**2s and 3s photoionisation of fourth-period +1 ions at 17479 eV: Coulomb factor and screening**

The table holds L1 (2s) and M1 (3s) cross sections of seven singly charged ions from K⁺ to Se⁺, computed in a Dirac-Hartree-Slater potential with a Latter tail, all multipoles and Dirac-Fock ΔSCF thresholds. The program tests σ = σ_H(Z, n)·(1 − s/Z)³, where σ_H is the exact nonrelativistic dipole cross section for the bare nucleus, and fits s as a constant, as linear in Z, and as a count of 3d and 4s/4p electrons. The exponents in Z split into a Coulomb part (3.47 and 3.45) and a remainder (0.31 for L1, 0.68 for M1), well below the Born value of 5. One constant s describes L1 within 1.3%, whereas M1 needs an s that grows, with rms errors of 12.45%, 1.82% and 1.19% for the three forms and K⁺ the worst row in each. The dip of M1/L1 at Co⁺ is well above rounding, but the counting model fitted without Co⁺ reproduces it only to within an error comparable to the effect.

Subshell photoionisation cross sections of free singly charged fourth-period ions at a photon energy of 17479.0 eV, from Radial Dirac-Fock and Kohn-Sham solver 2. Bound and continuum orbitals share the initial-state Dirac-Hartree-Slater potential with a Latter tail; all multipoles are included in the length form, and thresholds come from Dirac-Fock ΔSCF.

## Script

```python
# Table: 2s (L1) and 3s (M1) photoionisation cross sections (kb) of fourth-period +1 ions at 17479 eV; radial
# Dirac-Fock/Kohn-Sham solver, Dirac-Hartree-Slater potential + Latter tail, all multipoles, Delta-SCF thresholds.
# Tested: sigma = sigma_H(bare Z, nonrelativistic dipole, 2 electrons) * ((Z-s)/Z)^3, and what s depends on.
T = {
    'ion': ['K+', 'Ca+', 'Sc+', 'Fe+', 'Co+', 'Zn+', 'Se+'],
    'Z': [19, 20, 21, 26, 27, 30, 34],
    'N': [18, 19, 20, 25, 26, 29, 33],
    'configuration': ['[Ne] 3s2 3p6', '[Ar] 4s1', '[Ar] 3d1 4s1', '[Ar] 3d6 4s1', '[Ar] 3d8', '[Ar] 3d10 4s1', '[Ar] 3d10 4s2 4p3'],
    'subshell_cross_section_L1': [0.06889, 0.08521, 0.1039, 0.238, 0.2739, 0.4005, 0.6156],  # kb
    'subshell_cross_section_M1': [0.008427, 0.01117, 0.01397, 0.03405, 0.03891, 0.05844, 0.09604],  # kb
}
import re
import numpy as np
from scipy.constants import alpha, physical_constants as pc
from scipy.integrate import solve_ivp
from scipy.special import eval_genlaguerre as lag
W = 17479.0 / pc['Hartree energy in eV'][0]      # photon energy of the caption, hartree
a2 = pc['Bohr radius'][0]**2 / 1e-25             # bohr^2 in kb
ion = T['ion']; Z = np.array(T['Z'], float); co, fe, zn = ion.index('Co+'), ion.index('Fe+'), ion.index('Zn+')
L = np.array(T['subshell_cross_section_L1']); M = np.array(T['subshell_cross_section_M1'])
nd = np.array([sum(map(int, re.findall(r'3d(\d+)', c))) for c in T['configuration']], float)
n4 = np.array([sum(map(int, re.findall(r'4[sp](\d+)', c))) for c in T['configuration']], float)
def sH(z, n):   # exact Coulomb ns -> continuum p, acceleration form, units scaled to Z=1
    w = W / z**2; k = np.sqrt(2*w - 1/n**2); e = 1/k; r0 = 1e-4
    C = np.sqrt(2*np.pi*e/(1 - np.exp(-2*np.pi*e))*(1 + e*e))/3 * k*k * np.sqrt(2/(np.pi*k))
    f = lambda r, y: [y[1], (2/r**2 - 2/r - k*k)*y[0], y[0]*2/n**2.5*np.exp(-r/n)*lag(n-1, 1, 2*r/n)/r]
    A = solve_ivp(f, [r0, 25*n], [C*r0**2*(1-r0/2), C*(2*r0-1.5*r0**2), 0], method='DOP853', rtol=1e-9, atol=1e-13).y[2, -1]
    return 2 * 4*np.pi**2*alpha/3 * A*A / w**3 * a2 / z**2
H2 = np.array([sH(z, 2) for z in Z]); H3 = np.array([sH(z, 3) for z in Z])
x = Z**2/8/W; k2 = np.sqrt(2*W - Z**2/4); eta = Z/k2
H2c = 2*2**14*np.pi**2/3*alpha*a2/Z**2*x**4*(1+3*x)*np.exp(-4*eta*np.arctan(2/eta))/(1-np.exp(-2*np.pi*eta))
B2 = 2*16*np.sqrt(2)*np.pi*alpha/3*Z**5/8/W**3.5*a2      # Born limit for 2s
fl = lambda v: 50*10**(np.floor(np.log10(v)) - 3)/v      # rounding floor in %, four figures
p = lambda y: np.polyfit(np.log(Z), np.log(y), 1)
s2 = Z*(1 - (L/H2)**(1/3)); s3 = Z*(1 - (M/H3)**(1/3)); R = M/L
row = lambda v: ' '.join('%+.1f' % t for t in v)
print('photon %.1f Eh; eta=Z/k %.2f..%.2f; 1/k %.3f..%.3f bohr' % (W, eta[0], eta[-1], 1/k2[0], 1/k2[-1]))
print('not in model: (Z alpha)^2 %.3f..%.3f; (v/c)^2 about %.3f' % ((Z[0]*alpha)**2, (Z[-1]*alpha)**2, 2*W*alpha**2))
print('rounding floor max: L1 %.3f%%, M1 %.3f%%, ratio %.3f%%' % (fl(L).max(), fl(M).max(), (fl(L)+fl(M)).max()))
print('ion n3d n4sp Born2s H2s H3s (kb) | H2s/Born L1/H2s M1/H3s | s2 s3 | M1/L1 H3s/H2s')
for i in range(len(Z)):
    print('%s %d %d %.3f %.4f %.4f | %.3f %.3f %.3f | %.2f %.2f | %.4f %.4f' % (ion[i], nd[i], n4[i], B2[i], H2[i], H3[i],
          H2[i]/B2[i], L[i]/H2[i], M[i]/H3[i], s2[i], s3[i], R[i], H3[i]/H2[i]))
print('Se+/K+ factor: L1 %.2f, M1 %.2f, H2s %.2f, H3s %.2f, Born %.2f; 8/27=%.4f' % (L[-1]/L[0], M[-1]/M[0], H2[-1]/H2[0], H3[-1]/H3[0], B2[-1]/B2[0], 8/27))
for nm, y, h in (('L1', L, H2), ('M1', M, H3)):
    print('%s exponent %.2f = Coulomb %.2f + remainder %.2f (Born 5)' % (nm, p(y)[0], p(h)[0], p(y/h)[0]))
    print('  power-law residuals %:', row(100*(np.exp(np.polyval(p(y), np.log(Z)))/y - 1)))
print('step: local exponent L1, M1; change of M1/L1, s2, s3 per unit Z')
for i in range(len(Z)-1):
    d = Z[i+1]-Z[i]; l = np.log(Z[i+1]/Z[i])
    print(' %s>%s %.2f %.2f; %+.4f %+.3f %+.3f' % (ion[i], ion[i+1], np.log(L[i+1]/L[i])/l, np.log(M[i+1]/M[i])/l,
          (R[i+1]-R[i])/d, (s2[i+1]-s2[i])/d, (s3[i+1]-s3[i])/d))
one = np.ones_like(Z); keep = np.arange(len(Z)) != co
def fit(nm, X, s, h, y):
    c = np.linalg.lstsq(X, s, rcond=None)[0]; r = 100*(h*(1 - X@c/Z)**3/y - 1)
    c1 = np.linalg.lstsq(X[keep], s[keep], rcond=None)[0]; r1 = 100*(h[co]*(1 - X[co]@c1/Z[co])**3/y[co] - 1)
    print(nm, np.round(c, 3), 'rms %.2f%%, worst %s' % (np.sqrt(np.mean(r**2)), ion[np.argmax(abs(r))]))
    print('  residuals %%: %s | refit without Co+: %s, Co+ error %+.2f%%' % (row(r), np.round(c1, 3), r1))
    return c1
fit('L1 s=const', one[:, None], s2, H2, L)
fit('M1 s=const', one[:, None], s3, H3, M)
fit('M1 s=s0+c(Z-19)', np.c_[one, Z-19], s3, H3, M)
c = fit('M1 s=s0+a n3d+b n4sp', np.c_[one, nd, n4], s3, H3, M)
g = lambda a, b: H3[co]*(1 - (c[0]+c[1]*a+c[2]*b)/Z[co])**3/L[co]
print('model only (fit without Co+), M1/L1 at Z=27: 3d8 %.4f, 3d7 4s1 %.4f; table %.4f' % (g(8, 0), g(7, 1), R[co]))
Ri = np.interp(Z[co], [Z[fe], Z[zn]], [R[fe], R[zn]])
print('Co+ ratio vs Fe+ %+.2f%%; vs Fe+-Zn+ line (%.4f) %+.2f%%; floor %.3f%%' % (100*(R[co]/R[fe]-1), Ri, 100*(R[co]/Ri-1), (fl(L)+fl(M))[co]))
print('numerical 2s vs closed form: max deviation %.1e' % abs(H2/H2c - 1).max())
assert abs(H2/H2c - 1).max() < 1e-3
assert np.all(np.diff(L) > 0) and np.all(np.diff(M) > 0)
assert 3 < p(L)[0] < p(M)[0] < 5
assert np.all(R < 8/27) and R[co] < R[fe] < R[zn]
```

Printed output:

```
photon 642.3 Eh; eta=Z/k 0.55..1.08; 1/k 0.029..0.032 bohr
not in model: (Z alpha)^2 0.019..0.062; (v/c)^2 about 0.068
rounding floor max: L1 0.048%, M1 0.045%, ratio 0.084%
ion n3d n4sp Born2s H2s H3s (kb) | H2s/Born L1/H2s M1/H3s | s2 s3 | M1/L1 H3s/H2s
K+ 0 0 0.446 0.1060 0.0307 | 0.237 0.650 0.274 | 2.54 6.66 | 0.1223 0.2901
Ca+ 0 1 0.577 0.1283 0.0372 | 0.222 0.664 0.301 | 2.55 6.60 | 0.1311 0.2897
Sc+ 1 1 0.736 0.1535 0.0444 | 0.209 0.677 0.315 | 2.56 6.72 | 0.1345 0.2893
Fe+ 6 1 2.141 0.3273 0.0942 | 0.153 0.727 0.361 | 2.62 7.48 | 0.1431 0.2879
Co+ 8 0 2.586 0.3723 0.1071 | 0.144 0.736 0.363 | 2.63 7.73 | 0.1421 0.2876
Zn+ 10 1 4.379 0.5291 0.1519 | 0.121 0.757 0.385 | 2.66 8.18 | 0.1459 0.2871
Se+ 10 5 8.188 0.7901 0.2266 | 0.096 0.779 0.424 | 2.71 8.46 | 0.1560 0.2868
Se+/K+ factor: L1 8.94, M1 11.40, H2s 7.46, H3s 7.37, Born 18.35; 8/27=0.2963
L1 exponent 3.78 = Coulomb 3.47 + remainder 0.31 (Born 5)
  power-law residuals %: +2.5 +0.6 -0.7 -2.8 -2.5 -0.7 +3.7
M1 exponent 4.13 = Coulomb 3.45 + remainder 0.68 (Born 5)
  power-law residuals %: +6.1 -1.0 -3.2 -4.0 -1.8 +1.1 +3.1
step: local exponent L1, M1; change of M1/L1, s2, s3 per unit Z
 K+>Ca+ 4.14 5.49; +0.0088 +0.009 -0.054
 Ca+>Sc+ 4.06 4.58; +0.0034 +0.012 +0.115
 Sc+>Fe+ 3.88 4.17; +0.0017 +0.012 +0.153
 Fe+>Co+ 3.72 3.54; -0.0010 +0.006 +0.253
 Co+>Zn+ 3.61 3.86; +0.0013 +0.011 +0.149
 Zn+>Se+ 3.43 3.97; +0.0025 +0.014 +0.070
L1 s=const [2.61] rms 0.82%, worst K+
  residuals %: -1.3 -1.0 -0.8 +0.1 +0.2 +0.5 +1.0 | refit without Co+: [2.607], Co+ error +0.24%
M1 s=const [7.405] rms 12.45%, worst K+
  residuals %: -17.1 -16.9 -13.7 +1.2 +5.2 +11.1 +12.9 | refit without Co+: [7.35], Co+ error +6.10%
M1 s=s0+c(Z-19) [6.554 0.135] rms 1.82%, worst K+
  residuals %: +2.5 -1.9 -2.2 -0.3 +1.5 +1.9 -1.4 | refit without Co+: [6.544 0.134], Co+ error +1.81%
M1 s=s0+a n3d+b n4sp [6.551 0.151 0.075] rms 1.19%, worst K+
  residuals %: +2.6 -0.5 -1.3 -0.9 -0.4 +0.6 +0.2 | refit without Co+: [6.555 0.154 0.069], Co+ error -0.80%
model only (fit without Co+), M1/L1 at Z=27: 3d8 0.1409, 3d7 4s1 0.1428; table 0.1421
Co+ ratio vs Fe+ -0.70%; vs Fe+-Zn+ line (0.1438) -1.20%; floor 0.031%
numerical 2s vs closed form: max deviation 4.2e-08
```
